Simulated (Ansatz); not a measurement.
**The atomisation energy (no zero-point term) down a group: F to Br**

All atoms of one element are swapped for its congeners: B2H4F2 `[BH2-]1[F+][BH2-][F+]1`; B2H4Cl2 `[BH2-]1[Cl+][BH2-][Cl+]1`; B2H4Br2 `[BH2-]1[Br+][BH2-][Br+]1`. All are singlets with charge 0.

Shapes, held fixed at every level: PBE0-D4/def2-TZVP. Programs: Ansatz 0.2.0. Values in eV.

| level | B2H4F2 | B2H4Cl2 | B2H4Br2 |
| --- | --- | --- | --- |
| HF/def2-TZVPP | 23.16 | 20.15 | 18.98 |
| B3LYP-D4/def2-TZVPP | 29.85 | 26.17 | 24.96 |
| r2SCAN0-D4/def2-TZVPP | 29.58 | 26.35 | 25.18 |
| wB97M-V/def2-TZVPP | 30.00 | 26.49 | 25.08 |
| wB97X-V/def2-TZVPP | 29.85 | 26.31 | 25.02 |
| CCSD(T)/def2-SVP | 28.66 | 24.98 | 23.74 |
| CCSD(T)/def2-TZVPP | 29.21 | 25.56 | 24.50 |

At CCSD(T)/def2-TZVPP the atomisation energy falls at every step, from 29.21 to 24.50 eV. Every level shows the same order. Relativity is left out for Br unless named. Correlated rows may include outer-core shells of Br, which these sets cover unevenly. Spin-orbit coupling, which grows down the group, is left out (summed over each molecule's free atoms 0.04, 0.08, 0.31 eV).

Replacing fluorine by chlorine and then bromine weakens the total binding, with CCSD(T)/def2-TZVPP values of 29.21, 25.56 and 24.50 eV. The B-H bonds are common to all three molecules, so the trend mainly reflects the boron-halogen bridges. Compact fluorine 2p orbitals and the strongly polar B-F interaction favour binding, whereas the larger, more diffuse valence orbitals of the heavier halogens overlap less well with boron and give less ionic stabilisation. The smaller step from chlorine to bromine fits their closer similarity in size and electronegativity.

Hartree-Fock already gives the order, so correlation is not its origin, although it contributes substantially to each total. The coupled-cluster values still rise from the double- to the triple-zeta basis, so their remaining shortfall against the density functionals probably reflects, in part, incomplete basis convergence. The totals do not rank the dimers' stability towards splitting into two BH2X monomers, since the terminal B-X bonds, strengthened by halogen-to-boron π donation, also change down the group.
